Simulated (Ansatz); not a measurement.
# Isomers of C4H4F2

3 of its isomers, all singlets with charge 0: A = `FC1=CCC1F`; B = `FC1=CC(F)C1`; C = `FC1C=CC1F`.

Shapes, held fixed at every level: PBE0-D4/def2-TZVP. Programs: Ansatz 0.2.0.

Electronic energies in kJ/mol, without zero-point or thermal terms.

| level | kind | B − A | C − A |
| --- | --- | --- | --- |
| HF/def2-SVP | Hartree–Fock | -9.9 | -7.6 |
| r2SCAN-D4/def2-TZVPP | meta-GGA | -11.4 | +3.3 |
| wB97X-V/def2-TZVPP | range-separated hybrid | -10.3 | -1.0 |
| MP2/def2-SVP | perturbation theory | -9.5 | +2.6 |
| MP2/def2-TZVPP | perturbation theory | -10.1 | +0.2 |
| CCSD(T)/def2-SVP | coupled cluster or CI | -8.4 | +0.7 |
| CCSD/def2-TZVPP | coupled cluster or CI | -9.1 | -1.9 |
| CCSD(T)/CBS estimate | coupled cluster or CI | -9.6 | -2.5 |

The highest level, CCSD(T)/CBS estimate, puts B lowest of these. All levels agree on that. The B − A difference spans -11.4 to -8.4 kJ/mol over the levels. The CBS estimate extrapolates MP2 from def2-TZVPP and def2-QZVPP and adds CCSD(T) − MP2 in the triple-zeta set, cores frozen.

The preference for B over A is insensitive to electron correlation: Hartree–Fock already gives -9.9 kJ/mol, against -9.6 kJ/mol at the highest level. Both isomers carry one vinylic and one allylic fluorine, so the difference comes mainly from their relative placement. In A the two C–F bonds sit on adjacent carbons, where their dipoles repel and both fluorines withdraw density from the same C–C bond. B avoids this, and its vinylic fluorine probably also pushes π density towards the carbon next to the allylic C–F bond, whose σ* orbital can accept it.

A and C are close to degenerate, and their order is much less secure. Both keep the fluorines vicinal, but C exchanges a vinylic C–F bond for an allylic one, so errors in describing lone-pair–π interaction cancel less well. In the small basis, correlation favours A, whereas enlarging the basis at MP2 moves the balance back towards C. The cis or trans arrangement of C is unspecified, and the other diastereomer could well change its place relative to A.
